## Onset of tunnelling in a plasmonic nanogap

The bonding plasmon of two facing metal tips stores opposite charges on the two sides of the gap. Once electrons cross the gap within an optical cycle, the stored charge leaks away. This section derives the gap width at which that happens.

**Conventions.** Atomic Gaussian units are used ($\hbar=m=e=1$, $c=1/\alpha$), with results in eV and Å. Fields vary as $e^{-i\omega t}$. In SI, $4\pi\sigma/\omega$ reads $\sigma/\varepsilon_0\omega$ and $\sqrt{2\Phi}$ reads $\sqrt{2m\Phi}/\hbar$. The gap $w$ is measured between the jellium edges, each half an interlayer spacing outside the outermost atomic plane, so that $w=0$ is the continuous crystal.

### Premises

1. The gap region is much smaller than the wavelength, so the fields are quasi-static.
2. The tip radius $R$ is much larger than $w$, so each element of the gap is a parallel-plate capacitor whose induced charges sit at the jellium edges.
3. The response is linear. A voltage $V$ across an element drives a current density $gV$ through it.
4. The conductance per area $g$ equals its real, static value, and follows from independent electrons crossing a fixed barrier whose vacuum level lies a work function $\Phi$ above the Fermi level.

In time-dependent density functional theory, premise 3 isolates the part of the Kohn–Sham response that couples states of one electrode to states of the other, and premise 4 takes its low-frequency limit in the ground-state potential.

### Step 1. The gap permittivity

Let the faces carry charge densities $\pm s$. Gauss's law gives $E=4\pi s$, and $V=Ew$. The current density $J$ that the metal delivers to the positive face either accumulates there or crosses the gap:

$$J=-i\omega s+gV=-\frac{i\omega}{4\pi}\left[1+\frac{4\pi i\,gw}{\omega}\right]E .$$

A capacitor filled with a medium of permittivity $\varepsilon$ draws $J=-i\omega\varepsilon E/4\pi$. The junction therefore acts on the electrodes like a filling with

$$\varepsilon_{\rm gap}=1+\frac{i\Gamma}{\omega},\qquad \Gamma=4\pi\sigma(w),\qquad \sigma(w)=w\,g(w).\tag{1}$$

Here $\sigma$ is the local conductivity that reproduces the current at given voltage. The rate $\Gamma=g/C$, with $C=1/4\pi w$ per area, is the inverse $RC$ time, and $\Gamma/\omega$ is the ratio of the amplitudes of conduction and displacement current.

### Step 2. The form of $\sigma(w)$

For planar free-electron electrodes the parallel momentum $\mathbf k_\parallel$ is conserved. Each $\mathbf k_\parallel$ is a Landauer channel of conductance $G_0T$, with $G_0=2e^2/h=1/\pi$ including spin. At the Fermi energy the normal energy is $E_z=E_F-k_\parallel^2/2$, so $d^2k_\parallel=2\pi\,|dE_z|$ and

$$g=\frac1\pi\int\frac{d^2k_\parallel}{(2\pi)^2}\,T=\frac{1}{2\pi^2}\int_0^{E_F}T(E_z)\,dE_z .\tag{2}$$

Since $T\le1$, the conductance obeys the Sharvin bound $g\le g_S=k_F^2/4\pi^2$.

Take a rectangular barrier of width $b$ and height $V_0=E_F+\Phi$ above the band bottom. Matching the wavefunction and its slope at both steps gives

$$T=\left[1+\frac{V_0^2\sinh^2(qb)}{4E_z(V_0-E_z)}\right]^{-1},\qquad q=\sqrt{2(V_0-E_z)} .\tag{3}$$

For $qb\gg1$, $\sinh^2(qb)\to e^{2qb}/4$. With $\epsilon=E_F-E_z$ and $\kappa=\sqrt{2\Phi}$, one has $q=\sqrt{\kappa^2+2\epsilon}\approx\kappa+\epsilon/\kappa$. The integrand of (2) then falls as $e^{-2b\epsilon/\kappa}$. If the window $\kappa/2b$ is small against $E_F$ and $\Phi$, the prefactor may be evaluated at $E_F$ and the integral extended to infinity, where it equals $\kappa/2b$:

$$g\simeq\frac{T_0\kappa}{4\pi^2 b}\,e^{-2\kappa b},\qquad T_0=\frac{16E_F\Phi}{V_0^2}.\tag{4}$$

The steps do not coincide with the jellium edges. Their offset $z_0$ follows from neutrality of each isolated surface. At depth $y$ below a step, a state of normal momentum $k$ is $\sin(ky+\delta)$, and outside it decays as $\sin\delta\,e^{-q|y|}$. Matching gives $\sin\delta=k/k_0$ and $\cos\delta=q/k_0$, with $k_0^2=2V_0$. Summing over spin and $\mathbf k_\parallel$, the density inside is $\pi^{-2}\int_0^{k_F}(k_F^2-k^2)\sin^2(ky+\delta)\,dk$. Write $\sin^2=\tfrac12-\tfrac12\cos(2ky+2\delta)$. The constant gives the bulk density $n=k_F^3/3\pi^2$. For the rest, insert $e^{-\eta y}$:

$$\int_0^\infty e^{-\eta y}\cos(2ky+2\delta)\,dy=\frac{\eta\cos2\delta-2k\sin2\delta}{\eta^2+4k^2}.$$

As $\eta\to0$ the first term concentrates at $k=0$, where $\delta=0$, with weight $\pi/4$ on $k>0$, and the second tends to $-q/k_0^2$. The tail outside contributes $\sin^2\delta/2q=k^2/2qk_0^2$ per state. Since $q/k_0^2+k^2/qk_0^2=1/q$, the electron count relative to a bulk density filled up to the step is $-k_F^2/8\pi+(2\pi^2)^{-1}\int(k_F^2-k^2)\,dk/q$. Neutrality sets this equal to $-nz_0$:

$$z_0=\frac{3\pi}{8k_F}-\frac{3}{2k_F^3}\int_0^{k_F}\frac{k_F^2-k^2}{\sqrt{k_0^2-k^2}}\,dk .\tag{5}$$

Hence $b=w-2z_0$. In $\sigma=wg$ the factor $1/b$ of (4) cancels against $w$ when $w\gg z_0$, which leaves a pure exponential,

$$\sigma(w)=\sigma_0e^{-2\kappa w},\qquad \sigma_0^{\rm step}=\frac{T_0\kappa}{4\pi^2}\,e^{4\kappa z_0}.\tag{6}$$

The decay constant $\kappa$ is the large-$w$ limit for any barrier that approaches the vacuum level. The prefactor is not so general. It is an extrapolation to $w=0$, it depends on the shape of the barrier near the surfaces, and measuring the gap as $w+d$ instead of $w$ multiplies it by $e^{2\kappa d}$. A value of $\sigma_0$, or of an onset distance, has meaning only together with the origin of $w$.

A second choice demands that the filling turn into the metal at contact, in the spirit of the quantum corrected model of Esteban and co-workers (2012). Write $\varepsilon_{\rm gap}=1-\omega_p^2/[\omega(\omega+i\gamma_g)]$ with $\gamma_g=\gamma e^{2\kappa w}$, where $\omega_p$ and $\gamma$ are the bulk Drude parameters. For $\gamma_g\gg\omega$ this is $1+i\omega_p^2/\omega\gamma_g$, which is (1) and (6) with $4\pi\sigma_0^{\rm bulk}=\omega_p^2/\gamma$. This prefactor is an interpolation and is not derived from a barrier.

### Step 3. The shorting condition

The capacitor is shorted when the conduction current reaches the displacement current, $\Gamma=\omega$. With (6),

$$\boxed{\,w_c=\frac{1}{2\kappa}\ln\frac{4\pi\sigma_0}{\omega}\,},\qquad \varepsilon_{\rm gap}=1+i\,e^{-2\kappa(w-w_c)} .\tag{7}$$

Three consequences follow. First, $dw_c/d\ln\omega=-1/2\kappa$: an octave in frequency, about the span of the visible, moves $w_c$ by only $\ln2/2\kappa$. Second, for the step barrier $\omega=2\pi/\alpha\lambda$ gives $w_c=2z_0+(2\kappa)^{-1}\ln(T_0\alpha\kappa\lambda/2\pi^2)$, so the fine-structure constant offsets most of the large number $\kappa\lambda$. Third, define the mean transmission $\bar T=g/g_S$. The condition $4\pi wg=\omega$ then reads

$$\bar T(w_c)=\frac{\pi\omega}{k_F^2\,w_c},\tag{8}$$

which contains no $\sigma_0$ and tells how opaque the barrier still is at the onset.

### Step 4. Effect on the plasmon

A quasi-static mode solves $\nabla\!\cdot(\varepsilon\nabla\phi)=0$ with $\phi\to0$ at infinity. Multiplying by $\phi$ and integrating by parts gives

$$-\varepsilon_m=\frac{\int_{\rm out}\varepsilon\,(\nabla\phi)^2dV}{\int_{\rm metal}(\nabla\phi)^2dV}.$$

Varying $\phi$ in this quotient returns the field equation, so the quotient is stationary at a mode. To first order in $\Gamma/\omega$ the unperturbed $\phi$ may therefore be inserted:

$$\varepsilon_m(\omega)=-\Lambda\left(1+\frac{i\bar\Gamma}{\omega}\right).\tag{9}$$

Here $\Lambda$ is the quotient for vacuum, and $\bar\Gamma$ is the average of $\Gamma$ over the outside region with weight $(\nabla\phi)^2$. For a flat gap and in-plane wavevector $K$, the bonding mode has $\phi\propto\sinh(Kz)\cos(Kx)$ between the faces and decays as $e^{-K|z|}$ in the metal. Continuity of $\phi$ and $\varepsilon\,\partial_z\phi$ gives $\varepsilon_m=-\varepsilon_{\rm gap}\coth(Kw/2)$. Then (9) holds to all orders, with $\Lambda=\coth(Kw/2)$ and $\bar\Gamma=\Gamma$; for $Kw\ll1$ the gap field is normal to the faces, as Step 1 requires.

Insert $\varepsilon_m=\varepsilon_\infty-\omega_p^2/[\omega(\omega+i\gamma)]$ in (9), multiply by $\omega(\omega+i\gamma)$ and divide by $\varepsilon_\infty+\Lambda$:

$$(\omega+i\gamma)(\omega+if\bar\Gamma)=\omega_0^2,\qquad \omega_0^2=\frac{\omega_p^2}{\varepsilon_\infty+\Lambda},\qquad f=\frac{\Lambda}{\varepsilon_\infty+\Lambda}=1-\frac{\varepsilon_\infty\omega_0^2}{\omega_p^2}.$$

The roots are

$$\omega=-\frac i2(\gamma+f\bar\Gamma)\pm\sqrt{\omega_0^2-\tfrac14(\gamma-f\bar\Gamma)^2}.\tag{10}$$

Tunnelling adds $f\bar\Gamma$ to the full width. From here on $w_c$ is evaluated at $\omega=\omega_0$. For a flat gap the width doubles at $f\Gamma=\gamma$, that is at

$$w_\gamma=w_c+\frac{1}{2\kappa}\ln\frac{f\omega_0}{\gamma}.\tag{11}$$

At $w_c$ the width is $\gamma+f\omega_0$, of the order of the mode frequency. The mode is overdamped when $f\Gamma>2\omega_0+\gamma$, a distance $(2\kappa)^{-1}\ln[(2\omega_0+\gamma)/f\omega_0]$ inside $w_c$. Broadening thus begins outside $w_c$, and $w_c$ marks the loss of the bonding mode.

**Curved tips.** Two tips of radius $R$ with apex gap $w$ have the local gap $u=w+r^2/R$, so $2\pi r\,dr=\pi R\,du$. The total conductance is

$$G=\pi R\,\sigma_0\int_w^\infty\frac{e^{-2\kappa u}}{u}\,du=\pi R\,\sigma_0E_1(2\kappa w),\tag{12}$$

with $E_1$ the exponential integral. Equation (7) applies locally. The apex is shorted at $w=w_c$, and for $w<w_c$ the shorted disc has radius $\sqrt{R(w_c-w)}$. It joins the tips and allows modes that move net charge between them. For $w>w_c$, model the mode by a constant voltage $V$ out to $u=u_{\max}$ and no field beyond. The weight per area is $E^2u=V^2/u$, and

$$\bar\Gamma=\frac{4\pi\sigma_0E_1(2\kappa w)}{L}\approx\frac{\Gamma(w)}{2\kappa wL},\qquad L=\ln\frac{u_{\max}}{w},\tag{13}$$

where the exponentially small part of the integral beyond $u_{\max}$ is ignored. The radius cancels. The current flows through an area $\pi R/2\kappa$, while the mode covers an area of order $\pi Rw$, so the broadening of a tip mode starts at a smaller gap than (11) gives.

### Illustration: a pair of Au tips at 1.8 eV

The work function of Au(111) is the compiled value $\Phi=5.33$ eV (Patra 2017). Typical values are used for the rest: $E_F=5.5$ eV, $\omega_p=9.0$ eV, $\gamma=0.07$ eV, $\varepsilon_\infty=9.8$, and a (111) interlayer spacing of 2.35 Å. The mode energy $\omega_0=1.8$ eV ($\lambda=689$ nm), the radius $R=20$ nm and $u_{\max}=2w$, that is $r\le\sqrt{Rw}$ and $L=\ln2$, are assumed.

The work function gives $\kappa=1.183$ Å$^{-1}$ and $1/2\kappa=0.423$ Å. The conductivity falls by a decade per 0.97 Å, and an octave in $\omega$ shifts $w_c$ by 0.29 Å. Further, $k_F=1.20$ Å$^{-1}$, $T_0=4.00$, $z_0=0.35$ Å, $T_0\kappa/\pi=21.7$ eV, $\Lambda=15.2$ and $f=0.61$. The offset in (11) is 1.2 Å. At $w_c$ the flat-gap width is 1.2 eV, and overdamping sets in 0.5 Å further in. The table uses (6) throughout; its last column solves $f\bar\Gamma=\gamma$ with the $E_1$ form of (13).

| prefactor | $4\pi\sigma_0$ (eV) | $w_c$ (Å) | $w_\gamma$, flat (Å) | $w_\gamma$, tips (Å) |
|---|---|---|---|---|
| step barrier | 114 | 1.8 | 2.9 | 2.3 |
| bulk matched | $1.16\times10^3$ | 2.7 | 3.9 | 3.2 |

A factor of ten in $\sigma_0$ costs about 1 Å. For the step barrier the conditions behind (6) are poorly met: at $b=1.0$ Å the window $\kappa/2b$ is 4.5 eV, and $w/b$ is far from one. Solving $4\pi wg=\omega_0$ with (2) and (3) unexpanded gives $w_c=1.7$ Å, close to the tabulated value because the two neglected factors act in opposite directions. By (8), $\bar T(w_c)$ is 0.16 there and 0.10 for the bulk-matched case, so the barrier is only moderately opaque at the onset. For the bulk-matched case (12) gives $G=2.7\,G_0$ at $w_c$. Between outermost atomic planes the two shorting distances are 4.0 and 5.1 Å.

The loss of the bonding mode in Au gaps is typically placed about 3 Å from contact. The step barrier gives only a little over half of this, in the direction expected from its neglect of barrier lowering; the bulk-matched prefactor was chosen because it reproduces the typical behaviour, so its result is no test of the model. With that choice the model places the first broadening of the tip mode near 0.32 nm and the shorting of the apex near 0.27 nm.

### Range of validity

**Barrier shape.** Summing the image charges for an electron midway between two conducting planes a distance $w$ apart gives the energy $\tfrac12\cdot2\sum_{n\ge1}(-1)^n/nw=-\ln2/w$. This is 3.7 eV at 2.7 Å and 5.9 eV at 1.7 Å, to be set against $\Phi=5.33$ eV. The static classical value overstates the lowering for an electron that crosses quickly, but the term rivals the barrier itself. It raises the effective $\sigma_0$ above $\sigma_0^{\rm step}$ and makes the local decay slower than $2\kappa$ near the onset. This is the largest uncertainty, of the order of the 1 Å between the two rows. By comparison $w_c\propto\Phi^{-1/2}$ at fixed $\sigma_0$, so a work function lower by an assumed 0.3 eV on a faceted apex adds 0.08 Å.

**Small gaps.** The exponential must respect $\sigma\le wg_S$. The bulk-matched form violates this bound below 1.9 Å, where (6) can no longer stand for a tunnelling current. Equation (7) requires $w_c$ to lie above that limit.

**Finite frequency.** A voltage $V\cos\omega t$ on one electrode gives its states the phase $e^{-i(V/\omega)\sin\omega t}$, hence sidebands of amplitude $V/2\omega$. To second order in the coupling between electrodes, an electron that crosses while absorbing $\omega$ sees the occupations of a static bias $\omega$. With $j(U)$ the static particle current at bias $U$, the absorbed power is $\omega(V/2\omega)^2[j(\omega)-j(-\omega)]=\tfrac12V^2\,{\rm Re}\,g(\omega)$, so ${\rm Re}\,g(\omega)=[j(\omega)-j(-\omega)]/2\omega$. The mean energy $\epsilon$ of the initial and final state, relative to $E_F$, lies between $-\omega/2$ and $\omega/2$. If the transmission is estimated at that mean, it varies as $e^{2b\epsilon/\kappa}$, and averaging gives ${\rm Re}\,g(\omega)/g(0)=\sinh x/x$ with $x=\omega b/\kappa$, the frequency times the Büttiker–Landauer traversal time. With $b\le w_c$ in the bulk-matched case, $x\le0.55$, the factor is at most 1.05 and the shift 0.02 Å. A reactive part of relative size $x$ would move the point of equal current moduli by $\ln(1+x^2)/4\kappa=0.06$ Å. In the Drude interpolation that part is $\omega/\gamma_g=\omega^2/\omega_p^2=0.04$ at $w_c$. Premise 4 needs $x<1$, and linearity needs the same of $Vb/\kappa$.

**Position of the induced charge.** If the centroids of the induced charge lie off the jellium edges, the capacitor width $w'$ differs from $w$. The ratio $g/\omega C$ is multiplied by $w'/w$, and $w_c$ moves by about $\ln(w'/w)/2\kappa$, which is 0.29 Å for a factor of two.

**Geometry.** The planar treatment needs the tunnelling radius $\sqrt{R/2\kappa}$, here 9.2 Å, to exceed the Fermi wavelength, 5.2 Å. The margin is thin, and a single protruding atom replaces (12) by a few-channel contact. Equation (13) is of first order in $\Gamma(w)/\omega_0$, which is 0.37 at the apex for the bulk-matched $w_\gamma$, so that entry is an estimate. Doubling $L$ lowers it by less than $\ln2/2\kappa$. The frequency $\omega_0$ is treated as given, although it drifts with $w$, which enters only through the logarithm.

**Metal response.** Step 4 uses a Drude metal without radiation loss. Interband absorption in Au, typically strong above about 2 eV, and radiation both add to $\gamma$ and move $w_\gamma$ inward logarithmically. The shorting condition (7) does not involve $\varepsilon_m$ and is unaffected. Its functional form is reliable where $\bar T\ll1$ and $x<1$, while its numerical value carries the uncertainty of $\sigma_0$ and should be quoted with the origin of $w$.